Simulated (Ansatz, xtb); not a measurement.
# Two isomers of FGaH4NP

Structure I is `[NH2][Ga]([F])[PH2]`, a singlet and structure II is `[F][GaH][NH]P`, a singlet. Both are isolated molecules in the gas phase, relaxed with PBE0-D3(BJ)/def2-SVP; the shapes shown needn't be the lowest conformers.

I (Å):

```tsv
atom	x (Å)	y (Å)	z (Å)
F	-0.0014	-1.5824	-1.4935
Ga	-0.2379	-0.0298	-0.6971
N	-1.8219	0.7243	-1.1029
P	1.3785	0.6958	0.7694
H	-2.4823	0.2954	-1.7398
H	-2.1362	1.6249	-0.7667
H	1.2429	2.0554	0.3473
H	2.4202	0.4105	-0.1657
```

II (Å):

```
atom    x (Å)    y (Å)    z (Å)
   F  -2.4137  -1.1419   1.1781
  Ga  -0.8806  -1.0832   0.3227
   N  -0.7240   0.4460  -0.6495
   P   0.6516   0.8259  -1.6071
   H   0.1285  -2.2439   0.4564
   H  -1.4988   1.1042  -0.6163
   H   0.9046   2.1802  -1.2086
   H   0.0333   1.2376  -2.8340
```

Which of the two would you expect CCSD(T)/def2-SVP + ΔMP2/def2-TZVPP electronic energies to favour?

Structure I; the calculation gives E(II) − E(I) = +64.7 kJ/mol.

Level by level:

| level | geometry | E(II) − E(I) (kJ/mol) | departure from the last row (kJ/mol) | job, with rough time for the two |
| --- | --- | --- | --- | --- |
| GFN2-xTB | GFN2-xTB | +41.7 | −23.0 | optimisation, 0.25 s |
| HF/STO-3G | GFN2-xTB | +26.2 | −38.5 | single point, 0.34 s |
| r2SCAN-D4/def2-SVP | GFN2-xTB | +76.8 | +12.1 | single point, 2.8 s |
| PBE0-D3(BJ)/def2-SVP | PBE0-D3(BJ)/def2-SVP | +72.6 | +7.9 | optimisation, 40 s |
| HF/def2-SVP | PBE0-D3(BJ)/def2-SVP | +55.4 | −9.2 | part of the CCSD(T) run |
| MP2/def2-SVP | PBE0-D3(BJ)/def2-SVP | +67.1 | +2.5 | part of the CCSD(T) run |
| CCSD(T)/def2-SVP | PBE0-D3(BJ)/def2-SVP | +66.2 | +1.6 | single point |
| CCSD(T)/def2-SVP + ΔMP2/def2-TZVPP | PBE0-D3(BJ)/def2-SVP | +64.7 |  | single point, 17 s |

As drawn, II has 1 N–P, 1 Ga–H in place of 1 Ga–P, 1 N–H.

The levels shown agree on the order. The largest departure from CCSD(T)/def2-SVP + ΔMP2/def2-TZVPP is that of HF/STO-3G, 38.5 kJ/mol. The last row adds to CCSD(T) the change of the MP2 difference between the two basis sets, here −1.6 kJ/mol.

With harmonic frequencies from PBE0-D3(BJ)/def2-SVP (ideal gas, rigid rotor, one conformer each, 298.15 K, 1 atm): the zero-point term adds −3.8 kJ/mol; ΔH is +58.4 and ΔG +63.6 kJ/mol.

The correlated steps freeze 16 core orbitals; the filled d shell of Ga is correlated, in a basis made for valence electrons. Mirror images aren't counted in ΔG. Programs: Ansatz 0.2.0, xtb 6.7.1; the last row on 2 threads of Arm Neoverse V2 on a shared host.

The preference for I is best read as a bond exchange, since both isomers keep the strong, polar Ga–F and Ga–N bonds. I pairs a very strong N–H bond with a weak Ga–P bond, whereas II has two bonds of middling strength, N–P and Ga–H. The N–H bond probably decides the balance. Nitrogen is planar in both structures, so π donation into the empty p orbital on gallium is available to each and is unlikely to be the main discriminator.

Electron correlation reinforces the order rather than creating it: Hartree–Fock already gives +55.4 kJ/mol in the larger basis. The zero-point term favours II, as expected when a stiff N–H stretch gives way to a softer Ga–H one, but it is far too small to reverse the order. The preference applies to the isolated monomers; in condensed phases, three-coordinate gallium tends to gain a further donor through amide, phosphide or fluoride bridges, which could change the gap.
